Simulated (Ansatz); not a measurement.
## BAs: sound and stiffness along [100], [110] and [111]

These are results of Ansatz, DFT PBE, scalar-relativistic, plane waves, PAW, not measurements. Settings: 420 eV plane-wave cutoff, Γ-centred 8×8×8 mesh, fixed occupations. No spin polarisation.

The cell is fixed (symmetry leaves no force on the atoms) and stands under 0.0 GPa:
```cif
data_structure
_symmetry_space_group_name_H-M 'P 1'
_symmetry_Int_Tables_number 1
_cell_length_a 3.4009
_cell_length_b 3.4009
_cell_length_c 3.4009
_cell_angle_alpha 60.000
_cell_angle_beta 60.000
_cell_angle_gamma 60.000
_cell_volume 27.81
loop_
_atom_site_label
_atom_site_type_symbol
_atom_site_fract_x
_atom_site_fract_y
_atom_site_fract_z
_atom_site_occupancy
B1 B 0.00000 0.00000 0.00000 1
As1 As 0.25000 0.25000 0.25000 1
```

The cell is the ideal cubic zincblende prototype.

With ions relaxed, on the cubic axes: C11 = 266.8, C12 = 63.8, C44 = 144.9 GPa. The density is 5.118 g/cm³.

Q: Is the crystal stable against strain, and how anisotropic is it?

A: Born's conditions hold: C11 + 2C12 = 394.4, C11 − C12 = 203.1 and C44 = 144.9 GPa are all positive. B = (C11 + 2C12)/3 = 131.5 GPa. The two shear moduli are C44 and C′ = (C11 − C12)/2 = 101.5 GPa, so Zener's ratio is A = C44/C′ = 1.43: the tetragonal shear C′ is the soft one, as in many fcc and bcc metals and zincblende crystals. The Cauchy pressure C12 − C44 is -81.1 GPa; it would vanish for pair forces between atoms on inversion centres at zero pressure, and a negative value is usual with directional bonding, though many-body forces give one in some ionic oxides too.

Q: Give the sound speeds along the three symmetry directions.

A: The Christoffel equation gives ρv² for each branch:
```
direction branch                    ρv²    GPa v (m/s)
    [100]              L                    C11  266.8     7220
    [100]         T (×2) C44  144.9     5320
    [110]              L   (C11 + C12 + 2C44)/2  310.2     7785
    [110]   T, u ∥ [001]                    C44  144.9     5320
    [110]  T, u ∥ [1-10]          (C11 − C12)/2  101.5     4454
    [111]              L  (C11 + 2C12 + 4C44)/3  324.6     7964
    [111]         T (×2) (C11 − C12 + C44)/3  116.0     4760
```

In a piezoelectric crystal some branches stiffen further, which is left out.

Q: How does Young's modulus depend on direction?

A: Inverting gives S11 = 4.128, S12 = -0.796, S44 = 6.902 TPa⁻¹. Along a unit vector (l, m, n), 1/E = S11 − 2(S11 − S12 − S44/2)(l²m² + m²n² + n²l²), where the last bracket is 0, 1/4 and 1/3 for [100], [110] and [111]: E = 242, 295 and 318 GPa. With A > 1 the body diagonal is stiffest. For a film on (001), the biaxial modulus is C11 + C12 − 2C12²/C11 = 300 GPa and the normal strain is −2C12/C11 = -0.48 times the in-plane one.

Cost: 2 runs of about 1.5 core-minutes in all, on Oxide Virtual Turin-like Processor (Zen 5) (shared hosts).

The longitudinal speed rises from 7220 m/s along [100] through [110] to 7964 m/s along [111], and Young's modulus follows the same order. The reason is the tetrahedral network: strain along a body diagonal directly stretches the bonds lying on it, whereas the tetragonal shear leaves all bond lengths unchanged to first order and is resisted mainly by bond bending. The other shear, C44, also stretches bonds, though the shift of the two sublattices against each other relieves part of the strain. Hence the slowest wave is the [110] transverse branch polarised along [1-10], at 4454 m/s.

That even this bending mode is fairly stiff suggests strongly directional, weakly polar bonds, as expected from the similar electronegativities of boron and arsenic. The elastic constants don't by themselves account for the very high thermal conductivity known for BAs, which also depends on the wide acoustic–optical gap, the bunching of the acoustic branches and the resulting weak phonon scattering.
